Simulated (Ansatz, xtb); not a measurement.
**Relative energy of two isomers of CH5NOSi**

We compare a, `CN[Si]O`, a singlet, with b, `CO[Si]N`, a singlet. Both are isolated molecules in the gas phase, relaxed with PBE0-D4/def2-SVP; the shapes shown needn't be the lowest conformers.

a (Å):

```json
{"atom": "C", "x (Å)": "-1.3463", "y (Å)": "1.9058", "z (Å)": "0.7763"}
{"atom": "N", "x (Å)": "-0.2588", "y (Å)": "1.8433", "z (Å)": "-0.1724"}
{"atom": "O", "x (Å)": "1.2749", "y (Å)": "1.1478", "z (Å)": "-2.2129"}
{"atom": "Si", "x (Å)": "-0.1880", "y (Å)": "0.7393", "z (Å)": "-1.5063"}
{"atom": "H", "x (Å)": "-2.1048", "y (Å)": "1.1507", "z (Å)": "0.5143"}
{"atom": "H", "x (Å)": "-1.0186", "y (Å)": "1.6945", "z (Å)": "1.8094"}
{"atom": "H", "x (Å)": "-1.8505", "y (Å)": "2.8882", "z (Å)": "0.7774"}
{"atom": "H", "x (Å)": "0.4786", "y (Å)": "2.5199", "z (Å)": "0.0156"}
{"atom": "H", "x (Å)": "1.8325", "y (Å)": "1.8470", "z (Å)": "-1.8537"}
```

b (Å):

```xyz
9

C    -2.0668   -1.4605    1.0166
N     0.3834    1.5853    0.8504
O    -1.0555   -0.5073    0.8615
Si   -1.1761    1.0932    1.3664
H    -1.7033   -2.3075    1.6228
H    -2.3712   -1.8572    0.0333
H    -2.9685   -1.0512    1.5113
H     1.0534    0.9712    0.3950
H     0.7278    2.5301    0.9744
```

Estimate which is lower in electronic energy at CCSD(T)/def2-SVP + ΔMP2/def2-TZVPP, and by roughly how much.

The CCSD(T)/def2-SVP + ΔMP2/def2-TZVPP calculation puts structure a lower, by 0.129 eV.

Level by level:

```json
{"level": "GFN2-xTB", "geometry": "GFN2-xTB", "E(b) − E(a) (eV)": "+0.290", "departure from the last row (eV)": "+0.161", "job, with rough time for the two": "optimisation, 0.17 s"}
{"level": "HF/STO-3G", "geometry": "GFN2-xTB", "E(b) − E(a) (eV)": "−0.210", "departure from the last row (eV)": "−0.339", "job, with rough time for the two": "single point, 0.54 s"}
{"level": "r2SCAN-D4/def2-SVP", "geometry": "GFN2-xTB", "E(b) − E(a) (eV)": "+0.056", "departure from the last row (eV)": "−0.074", "job, with rough time for the two": "single point, 3.5 s"}
{"level": "PBE0-D4/def2-SVP", "geometry": "PBE0-D4/def2-SVP", "E(b) − E(a) (eV)": "+0.088", "departure from the last row (eV)": "−0.041", "job, with rough time for the two": "optimisation, 30 s"}
{"level": "HF/def2-SVP", "geometry": "PBE0-D4/def2-SVP", "E(b) − E(a) (eV)": "+0.033", "departure from the last row (eV)": "−0.096", "job, with rough time for the two": "part of the CCSD(T) run"}
{"level": "MP2/def2-SVP", "geometry": "PBE0-D4/def2-SVP", "E(b) − E(a) (eV)": "+0.115", "departure from the last row (eV)": "−0.015", "job, with rough time for the two": "part of the CCSD(T) run"}
{"level": "CCSD(T)/def2-SVP", "geometry": "PBE0-D4/def2-SVP", "E(b) − E(a) (eV)": "+0.090", "departure from the last row (eV)": "−0.039", "job, with rough time for the two": "single point"}
{"level": "CCSD(T)/def2-SVP + ΔMP2/def2-TZVPP", "geometry": "PBE0-D4/def2-SVP", "E(b) − E(a) (eV)": "+0.129", "departure from the last row (eV)": "", "job, with rough time for the two": "single point, 13 s"}
```

As drawn, b has 1 C–O, 1 N–H in place of 1 C–N, 1 O–H.

HF/STO-3G puts the two in the other order. The largest departure from CCSD(T)/def2-SVP + ΔMP2/def2-TZVPP is that of HF/STO-3G, 0.339 eV. The last row adds to CCSD(T) the change of the MP2 difference between the two basis sets, here +0.039 eV.

With harmonic frequencies from PBE0-D4/def2-SVP (ideal gas, rigid rotor, one conformer each, 298.15 K, 1 atm): the zero-point term adds +0.001 eV; ΔH is +0.136 and ΔG +0.119 eV.

The correlated steps freeze 8 core orbitals. Codes used: Ansatz 0.2.0, xtb 6.7.1; the last row on 2 threads of Arm Neoverse V2 on a shared host.

Both isomers are silylenes with silicon bound to one nitrogen and one oxygen, so the divalent centre and its π donation from the neighbouring lone pairs into the empty Si 3p orbital largely cancel in the comparison. What remains is where the methyl group sits. The preference for a fits the familiar bond balance: a strong O–H bond together with C–N outweighs C–O together with N–H, just as methanol and ammonia lie above methylamine and water.

Hartree–Fock already gives this order in def2-SVP, by only +0.033 eV, and correlation widens the gap to +0.090 eV with CCSD(T). The reversal with STO-3G therefore probably reflects mainly the minimal basis, which describes polar bonds and lone pairs too rigidly, rather than missing correlation. Vibrational and thermal terms barely alter the balance, and a remains favoured in free energy at +0.119 eV. This modest preference concerns only the two singlet silylenes and doesn't show that either is stable against rearrangement to tetravalent silicon.
